**Examination question: six doubly charged ions from their energy parts**

For ions of this size the total energy is two to three thousand hartree, relativity supplies about 1% of it, a valence electron is bound by about 1 hartree, and the lowest term lies less than 0.1 hartree below the average of its configuration. The table gives Dirac-Hartree-Fock total energies E, with kinetic part T, electron-nucleus part Vne, electron-electron part Vee and the quotient −Vee/Vne.

Doubly charged ions from Ga2+ to Kr2+, computed with B-spline radial code 1: Dirac-Coulomb Hartree-Fock at the basis-set limit, with a spherical atom, an average over the configuration of nl shells and a Fermi nucleus. The kinetic energy is the expectation value of c α·p + (β − 1)c². Candidates: Br2+, Ge2+, Ga2+, Kr2+, Se2+, As2+.

```csv
row,E total (hartree),kinetic (hartree),electron-nucleus (hartree),electron-electron (hartree),−Vee/Vne
A,-2427.507,2486.76,-5838.59,924.326,0.1583
B,-1941.674,1981.24,-4667.90,744.984,0.1596
C,-2787.487,2863.64,-6707.70,1056.58,0.1575
D,-2603.798,2671.08,-6263.88,988.993,0.1579
E,-2258.499,2310.50,-5431.47,862.472,0.1588
F,-2096.661,2142.12,-5042.10,803.313,0.1593
```

(a) Order the rows. (b) Find the nuclear charge Z of each row without using the list. (c) Locate the step where the added electron changes shell. (d) State which assignments are sure, and which clues would be ambiguous alone.

**Model answer**

(a) Each candidate has one proton and one electron more than the last, and both lower the energy. Rising |E| gives B, F, E, A, D, C, with steps of 155 to 184 hartree against a rounding of 0.0005. T, |Vne| and Vee give the same order.

(b) A nonrelativistic atom has T = −E, but here −E/T runs from 0.980 (B) to 0.973 (C). With V = Vne + Vee, the Dirac virial theorem for a point nucleus gives ⟨c α·p⟩ = −V, hence E = ⟨(β − 1)c²⟩. The Hellmann-Feynman theorem in the speed of light c gives c dE/dc = ⟨c α·p⟩ + 2⟨(β − 1)c²⟩ = T + E. The leading relativistic energy E_rel goes as 1/c², so T + E ≈ −2E_rel, and E + (T + E)/2 estimates the nonrelativistic energy. The gap T + E grows from 39.57 to 76.15 hartree, much faster than |E|, as suits an effect seated in the innermost shells.

That energy is set against the Thomas-Fermi formula with its Scott and Schwinger terms, whose coefficients are theoretical, so nothing is fitted to any row:

E(Z) = −0.76875 Z^(7/3) + 0.5 Z² − 0.2699 Z^(5/3)

For row C, E + (T + E)/2 = −2787.49 + 76.15/2 = −2749.41. At Z = 36, Z^(7/3) = 4279.3 and Z^(5/3) = 392.5, so E = −3289.7 + 648.0 − 105.9 = −2747.6. The misfit is 1.8 hartree, the worst of the six, and is one hundredth of the step to the next row. Inverting the formula gives 30.99, 32.00, 33.00, 34.00, 35.01 and 36.01 for B, F, E, A, D, C. With the raw E the estimates are too high by 0.13 to 0.22 and still round correctly. The leading term alone gives 28.7 for B and misassigns every row, because a statistical density overbinds the 1s electrons and the Scott term repairs this.

A second route uses only the table. At fixed electron number ∂E/∂Z = Vne/Z, so the change of E between neighbours, less the mean of Vne/Z, is approximately the energy of the added electron. For B→F with Z = 31 and 32 the mean is −(150.577 + 157.566)/2 = −154.072, the step is −154.987, and the remainder is −0.915 hartree. Numbering from 30 makes every remainder about +4 hartree, an unbound electron. Numbering from 32 makes them near −6 hartree, far too deep for a valence electron of a doubly charged ion. An isoelectronic series would leave almost no remainder, so its size also shows that an electron enters at each step.

(c) The remainders are −0.915, −0.760, −0.851, −0.945 and −1.043 hartree. Within a shell the binding should grow, since electrons of the same shell screen the new proton only in part, and it does so over the last four steps. It weakens only once, between B→F and F→E. So B→F adds the second 4s electron and F→E the first 4p electron, which has no density to speak of near the nucleus and is better screened by the core. The parts show the same break: ΔVee/|ΔVne| is 0.156 for B→F and 0.152 for each later step.

(d) The order and the six values of Z are sure, by two independent routes, and the list then supplies the species: B = Ga2+, F = Ge2+, E = As2+, A = Se2+, D = Br2+, C = Kr2+. The place of the shell change is also safe, because B, F and E each have a single term and the break of 0.155 hartree is far above rounding. The charge and the electron number are not fixed by the formula, which describes neutral atoms and misses by +0.9 to −1.8 hartree, the size of an ionisation energy. They come from the list. The quotient −Vee/Vne alone orders the rows but fixes neither Z nor the direction.

The rows with their labels:

```csv
species,Z,electrons,configuration,E total (hartree),kinetic (hartree),electron-nucleus (hartree),electron-electron (hartree),−Vee/Vne
Ga2+,31,29,[Ar] 3d10 4s1,-1941.674,1981.24,-4667.90,744.984,0.1596
Ge2+,32,30,[Ar] 3d10 4s2,-2096.661,2142.12,-5042.10,803.313,0.1593
As2+,33,31,[Ar] 3d10 4s2 4p1,-2258.499,2310.50,-5431.47,862.472,0.1588
Se2+,34,32,[Ar] 3d10 4s2 4p2,-2427.507,2486.76,-5838.59,924.326,0.1583
Br2+,35,33,[Ar] 3d10 4s2 4p3,-2603.798,2671.08,-6263.88,988.993,0.1579
Kr2+,36,34,[Ar] 3d10 4s2 4p4,-2787.487,2863.64,-6707.70,1056.58,0.1575
```

**Remarks on the reasoning**

The virial step can be checked with the orbitals of the same calculations. ⟨(β − 1)c²⟩ equals −2c² times the summed weights of the small components. For Ge2+ this is −2096.636 hartree, 0.025 above E, and the correction for a nucleus of finite radius is 0.025; Se2+ and Br2+ close equally well. The theorem is built into a converged calculation, so this tests convergence and shows that T ≠ −E is relativistic. The link T + E ≈ −2E_rel is argued to leading order only. (Zα)², with α the fine-structure constant, is 0.05 to 0.07, so higher orders change E_rel by several percent, a hartree or so, and an error of 0.01 in Z owes something to cancellation. T + E rises as Z^4.4 along the series and |E| as Z^2.4.

The remainders are 0.76 to 0.79 of the calculated ionisation energy of the heavier ion, and they share its dip at As2+. A fraction below one is expected: the electron may be added after the proton, to a triply charged ion, or before it, to a doubly charged ion that binds it less, and the remainder is roughly the mean of the two. The even growth of about 0.09 hartree per step along the 4p electrons belongs to the average over the configuration. The Hund term lies lower by 0.03, 0.09 and 0.03 hartree in Se2+, Br2+ and Kr2+ (from the calculated F² integrals at fixed orbitals), which would deepen the p³ step and weaken the p⁴ step, enough to leave the p⁴ remainder smaller in size than the p³ one. With term energies that second break would mark no change of shell, so the rule used in (c) belongs to configuration averages.

A wrong argument would say that −Vee/Vne should follow the number of electrons per proton, N/Z. That quantity rises from 0.9355 to 0.9444 while the quotient falls at every step, from 0.1596 to 0.1575, so the argument reverses the list. The core sets the size of the quotient, but its slope is a contest. The n = 4 electrons supply directly 0.8% of Vne in Ge2+ and 2.1% in Br2+, yet a larger share of Vee: taking F⁰(3d,4s) = 15.56 eV as the size of a core-valence pair, each 4s electron of Ge2+ brings about 16 hartree of repulsion from the 28 core electrons against about 21 of attraction, some 4% of Vee for the two. A fixed core of 28 electrons under a rising nuclear charge gains attraction faster than repulsion, so its own quotient falls; each added electron, with a quotient near 0.8, pushes the total back up. The observed fall is the small difference of the two. The smooth formula, which holds for neutral nonrelativistic atoms and knows no shells, gives only the rough size. With Vne ≈ Z dE/dZ and Vee = 2E − Vne, the leading term gives 1/7 = 0.1429, and the Scott term reduces |Vne| while cancelling from Vee, which lifts the quotient and fades slowly as Z grows. The formula gives 0.1625 to 0.1619, two to three percent above the table, and a fall of 0.0006 against 0.0021. Relativity can be sized from the table: since V = E − T, its part of V is about 4E_rel, and its part of Vne about 4.4E_rel if the slope along the series is used at fixed electron number. Removing both raises every quotient and takes away only a minor part of the fall, of the order of a quarter, a figure sensitive to that slope. Most of the fall is nonrelativistic. The Breit interaction, outside this Hamiltonian, is about 0.0002 of |Vne| at both ends and cannot make the trend.

The small first fall, 0.00028 against 0.00037 to 0.00053, marks the 4s step. A 4s electron penetrates the core, gaining attraction to the nucleus and repulsion from core electrons in comparable amounts. The second differences suggest an excess of two to three hartree in |Vne| and about two in Vee, and Z times the difference of ⟨1/r⟩ between 4s and 4p is about 4 hartree in Se2+ and Br2+. The sizes agree in order, which supports the argument without proving it. An excess shared almost one to one pulls the increment up towards the running quotient. The series holds only this one change of shell, so whether other changes leave the same marks is not tested here.

Correlation, Breit (0.85 to 1.43 hartree) and radiative terms are absent from E. They are small against a step of 155 hartree and cannot alter an assignment. The row-by-row figures stand in the output that follows.

Numerical output:

```
rows ranked by |E|; energies in hartree; rounding: E 0.0005, T and Vne 0.005, printed ratio 0.00005
largest |T+Vne+Vee-E| = 0.009
rank  -E/T  T+E  (T+E)/2|E| %  -Vee/Vne  Vne/E  | label  N/Z
1  0.9800  39.57  1.02  0.15960  2.4041  | Ga2+  0.9355
2  0.9788  45.46  1.08  0.15932  2.4048  | Ge2+  0.9375
3  0.9775  52.00  1.15  0.15879  2.4049  | As2+  0.9394
4  0.9762  59.25  1.22  0.15831  2.4052  | Se2+  0.9412
5  0.9748  67.28  1.29  0.15789  2.4057  | Br2+  0.9429
6  0.9734  76.15  1.37  0.15752  2.4064  | Kr2+  0.9444
rank  Z(leading term)  Z(3 terms, raw E)  E+(T+E)/2  Z(from it)  misfit to formula  | true Z
1  28.72  31.13  -1921.89  30.994  +0.91  | 31
2  29.68  32.14  -2073.93  31.998  +0.31  | 32
3  30.64  33.16  -2232.50  33.001  -0.13  | 33
4  31.60  34.18  -2397.88  34.004  -0.63  | 34
5  32.57  35.20  -2570.16  35.007  -1.18  | 35
6  33.53  36.22  -2749.41  36.010  -1.79  | 36
largest error in Z 0.010; largest misfit 1.79 hartree
step  dE  dVne  dVee  dVee/|dVne|  change of ratio
1-2  -154.987  -374.20  58.33  0.1559  -0.00028
2-3  -161.838  -389.37  59.16  0.1519  -0.00053
3-4  -169.008  -407.12  61.85  0.1519  -0.00048
4-5  -176.291  -425.29  64.67  0.1521  -0.00042
5-6  -183.689  -443.82  67.59  0.1523  -0.00037
second differences of |Vne|: [15.17 17.75 18.17 18.53]  of Vee: [0.83 2.7  2.81 2.92]
dE - mean(Vne/Z) for first Z = 30, 31, 32; ionisation energy of heavier ion; quotient (Z=31)
1-2  +4.136  -0.915  -5.656  IE 1.184  0.77
2-3  +4.353  -0.760  -5.568  IE 1.006  0.76
3-4  +4.322  -0.851  -5.725  IE 1.110  0.77
4-5  +4.288  -0.945  -5.884  IE 1.217  0.78
5-6  +4.251  -1.043  -6.046  IE 1.326  0.79
changes of the Z=31 remainder: [ 0.155 -0.091 -0.094 -0.097]
log slopes against Z: T+E 4.38, |E| 2.42; (Z alpha)^2 from 0.051 to 0.069
ion  -2c^2 sum(small weights)  minus E  finite-nucleus term R dE/dR  n=4 share of Vne %
Ge2+  -2096.636  0.025  0.025  0.8
Se2+  -2427.473  0.034  0.034  1.6
Br2+  -2603.759  0.039  0.039  2.1
Z(<1/r>4s - <1/r>4p): Se2+ 3.9, Br2+ 4.1 hartree
ratio from the formula (neutral, nonrelativistic): 0.1625 to 0.1619, change -0.0006
ratio in the table: 0.1596 to 0.1575, change -0.0021; Thomas-Fermi 1/7 = 0.1429
Hund term below average, fixed orbitals: Se2+ 0.029, Br2+ 0.092, Kr2+ 0.033 hartree
Breit (not in E): 0.85 to 1.43 hartree, 0.00018 to 0.00021 of |Vne|
```
